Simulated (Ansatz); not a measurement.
A series in volume scale on Ge

Free energy against uniform scaling of the volume at fixed shape and fractions; periodic cell, basis, potentials, k mesh and filling as listed. The results are calculated, by Ansatz 0.2.0.

The cell before it is scaled or strained (space group Cmmm, No. 65):
```
cell vectors (Å)
   1.3971    -2.6005     0.0000
   1.3971     2.6005     0.0000
   0.0000     0.0000     2.6982
atoms (fractions of the cell vectors)
Ge  0.50000  0.50000  0.00000
```

Settings of every row: functional r2SCAN; dispersion none; potentials PAW; wave cutoff 600 eV; density cutoff 2400 eV; k mesh 12x12x11; k shift 0x0x0; occupations cold; smearing width 0.15 eV; spin none.

Limits: coarse k mesh, up to 40 meV an atom off; the cell comes from a prototype or a list of computed structures and needn't be the stable phase.

```
row  volume scale  V (Å³/atom)  energy above lowest point (meV/atom)  pressure (GPa)
  1          0.94        18.43                                     ?               ?
  2          0.96       18.822                                     0           -0.47
  3          0.98       19.214                                     3           -1.94
  4             1       19.606                                   9.3           -3.23
  5          1.02       19.998                                  18.7           -4.38
  6          1.04        20.39                                  30.7            -5.4
  7          1.06       20.782                                    45           -6.31
```

Question: what energy above lowest point and pressure should row 1 give?

Worked fit of energy above lowest point. Take u = (V_r/V)^(2/3) − 1 with V_r = 19.802 Å³ an atom, which is twice the finite (Eulerian) strain; such expansions in the strain, on which the Birch-Murnaghan equation of state is built, carry the rest volume and the bulk modulus. The shown rows have u = 0.03442, 0.0203, 0.00665, -0.00654, -0.01932, -0.03169. Least squares give energy above lowest point = 13.66 − 706.1 × u + 8966 × u² meV/atom; a straight line predicts inner rows, each left out in turn, worse (root mean square 3.8 against 0.07 meV/atom). The rows lie off it by 0.0, 0.0, -0.1, 0.0, 0.1, 0.0. The withheld row has u = 0.04903, so the fit gives 13.66 − 706.1 × (0.04903) + 8966 × (0.04903)² = 0.6 meV/atom.

The calculation gave 0.9 meV/atom. The fit lies 0.3 meV/atom (33 % of the value, 0.67 % of the column's range) below it; its largest miss of a shown row is 0.1 meV/atom. This row lies beyond the range of the fit.

Worked fit of pressure. Take u = (V_r/V)^(2/3) − 1 with V_r = 19.802 Å³ an atom, which is twice the finite (Eulerian) strain; such expansions in the strain, on which the Birch-Murnaghan equation of state is built, carry the rest volume and the bulk modulus. The shown rows have u = 0.03442, 0.0203, 0.00665, -0.00654, -0.01932, -0.03169. Least squares give pressure = −3.823 + 86.84 × u + 284.3 × u² + 657 × u³ GPa; a parabola predicts inner rows, each left out in turn, worse (root mean square 0.008 against 0.0041 GPa). All shown rows lie on it to the printed digit. The withheld row has u = 0.04903, so the fit gives −3.823 + 86.84 × (0.04903) + 284.3 × (0.04903)² + 657 × (0.04903)³ = 1.20 GPa.

The calculation gave 1.21 GPa. The fit lies 0.01 GPa (0.13 % of the column's range) below it, one unit of the last digit. This row lies beyond the range of the fit.
